**Question**

I am checking how high the wave cutoff must be before I can trust the band gap of a TiO cell. The atoms stay where they are and only the plane-wave basis grows.

Ansatz 0.2.0, scalar-relativistic plane-wave DFT with r2SCAN and the PAW set soft_2, for a two-atom TiO cell (P-6m2) at fixed geometry without spin polarisation. All runs use a 12×12×12 k mesh, Gaussian smearing of 0.01 eV and a density cutoff four times the wave cutoff. Gaps are Kohn-Sham gaps between mesh points, printed as zero where bands overlap.

| wave cutoff | gap on mesh (eV) | direct gap on mesh (eV) |
| --- | --- | --- |
| 150 eV | 0.000 | 0.000 |
| 200 eV | 0.000 | 0.000 |
| 250 eV | 0.236 | 0.236 |
| 300 eV | 0.148 | 0.148 |
| 350 eV | 0.174 | 0.174 |
| 380 eV | 0.173 | 0.173 |
| 460 eV | 0.172 | 0.172 |
| 520 eV | 0.172 | 0.172 |
| 600 eV | 0.171 | 0.171 |
| 700 eV | 0.172 | 0.172 |

I had assumed that more plane waves lower every level, and the empty levels most of all, so that the gap would shrink towards its final value from above. Between 250 and 300 eV it does shrink. But then it grows again, and at 150 and 200 eV there is no gap at all. Is this a metal that the calculation turns into a semiconductor, is the gap simply following the error of the total energy, or is something else going on?

**Answer**

The metallic result at 150 and 200 eV is an artefact of the low cutoff. The atoms are the same in every run, and from 250 eV upwards each run has a gap on the mesh. The two zeros also hide a size: at 200 eV the band that should be the highest filled one overlaps the next by 0.20 eV, and at 150 eV by 1.08 eV. The table prints any overlap as zero, and no direct gap was reported for these two runs.

As a reference I take a run at 850 eV with the same settings, which is not in the table and gives 0.172 eV. Measured against it, the gap is about 64 meV too wide at 250 eV and 24 meV too narrow at 300 eV. Those two rows are the best place to test your explanation.

Your explanation starts from a sound theorem. If the Hamiltonian is fixed and the larger basis contains the smaller one, each level at a given point of the Brillouin zone, counted from the bottom, can only fall or stay. The theorem does not say which level falls more, so even then the gap would be free to go either way. The step that the empty levels fall most is an added assumption, and the widening after 300 eV and the overlap at the lowest cutoffs contradict it.

The levels themselves show a deeper fault. In every run with a gap, both band edges lie at the same point of the zone. From 250 to 300 eV the valence edge rises there by 100 meV and the conduction edge by 12 meV, although the theorem allows only a fall. So the Hamiltonian did not stay fixed.

Self-consistency is the expected reason. The orbitals make the density and, for r2SCAN, the kinetic-energy density as well. These make the potential, and the potential acts back on the orbitals. A larger basis therefore describes the old levels better and also gives them a new potential to sit in. The first effect can only lower a level, while the second may move it either way.

The total energy behaves better because it is the result of a minimisation. As long as the energy functional itself stays the same, more freedom in the orbitals can only lower the minimum, and here the energy indeed falls at every step. This makes your second explanation attractive: perhaps the gap error is just a fixed share of the energy error. If so, one number would be enough to correct a cheap run:

$$\Delta E_\mathrm{gap} = s\,\Delta E_\mathrm{tot}$$

Here both errors are taken against the 850 eV run, and the energy is that of the whole cell of two atoms. A least-squares line through zero, using the eight tabulated runs with a gap, gives $s \approx 21$ meV per eV. At 300 eV the energy is still 0.50 eV too high, so the line predicts a gap that is $21 \times 0.50 \approx 11$ meV too wide. The calculated gap is 24 meV too narrow, although this row was part of the fit.

The two overlapping runs, which were left out of the fit because they have no gap, go against the line as well. At 200 eV it predicts a gap about 250 meV too wide, whereas the calculation misses by about 370 meV in the other direction. A fixed share therefore fails on the sign, which is the very thing you would need for a correction.

Something of the idea does survive. From 150 to 380 eV the energy error drops from 41 to 0.03 eV, yet the size of the gap error stays between 23 and 57 meV for each eV of energy error. Both errors come from the same low cutoff and fade together. The energy can thus hint at how large the gap error may be, but not at its direction.

What remains is that the two edges respond separately, and the gap keeps only the difference of their errors:

$$\Delta E_\mathrm{gap} = \Delta E_\mathrm{c} - \Delta E_\mathrm{v}$$

where c stands for the conduction edge and v for the valence edge. At 250 eV both edges are too low, by 23 and 87 meV, so the errors partly cancel and the gap is $-23 + 87 = 64$ meV too wide. At 300 eV the conduction edge is 11 meV too low and the valence edge 13 meV too high. Each edge is now closer to its final place, but the errors lie on opposite sides and add up to a gap 24 meV too narrow.

This equation is only the definition of a gap, so its agreement with the numbers proves no cause. What it adds is the place of the trouble: the drop from 250 to 300 eV comes from the rise of the valence edge, while the smaller rise of the conduction edge works against it. That assignment depends on the common zero of the levels. The average electrostatic potential, which is the same in all these runs, supports the comparison, while the gap itself needs no zero.

Why the valence edge should be so sensitive has to be argued from chemistry. The calculation treats 18 electrons, which fill nine bands. The 3s and 3p shells of titanium and the 2s and 2p shells of oxygen take eight of them, which leaves the ninth for the two d electrons of Ti(II). The gap then probably separates a filled d band from empty d bands, though the orbital character of the edges was not reported.

Such d states are compact and need short waves. The shortest wave in the basis is about 1.0 Å long at 150 eV and 0.7 Å at 350 eV. With too few short waves, a compact orbital comes out with the wrong shape. The 3s and 3p shells of titanium and the oxygen shells are compact too, so the density that helps to set the potential should suffer around both atoms. Both edges should feel this, though probably not equally, since a filled and an empty d band differ in shape and in their mixing with oxygen. Why it is the valence edge that moves more, these runs do not show.

The runs cannot tell how much of the shift comes from the orbitals and how much from the grid that carries the density. The density cutoff was kept at four times the wave cutoff, so both improved together. Repeating the 250 eV run with only the density cutoff raised would separate them.

The size of the error also decides whether a gap survives at all. An error of 370 meV at 200 eV is more than a gap of 172 meV can absorb, so the bands overlap. A gap of half an electronvolt would have survived the same error and merely looked too small. When you judge a cutoff, compare the likely error of the edges with the gap you hope to resolve.

For your convergence check, the most treacherous pair of rows is the first. The gaps at 150 and 200 eV agree to every printed digit, so a test that only asks whether two successive gaps match would pass. Meanwhile the energy changes by $41.1 - 11.7 = 29.4$ eV per cell. Follow the signed separation of the bands, which becomes negative when they overlap, and look for a plateau over several cutoffs.

Here that plateau begins at 350 eV, where the gap is within 3 meV of the reference while the total energy is still 0.09 eV per cell too high. From 460 to 700 eV the gap varies by only 0.3 meV, and the flicker between 0.171 and 0.172 eV has no meaning. The program flags every run up to 460 eV as below its recommended cutoff, so 520 eV is the first choice that satisfies both the gap and that recommendation.

A settled gap is still only the answer to the problem as posed. This cell is strongly stretched, with a pressure near −40 GPa, and spin was switched off although a d² ion may well carry a moment. The bands could also come closer between the points of the mesh, and semilocal functionals usually give gaps that are too small. Raising the cutoff cures none of this, so take 0.17 eV as the converged gap of this model, not as a prediction for a real sample of TiO.
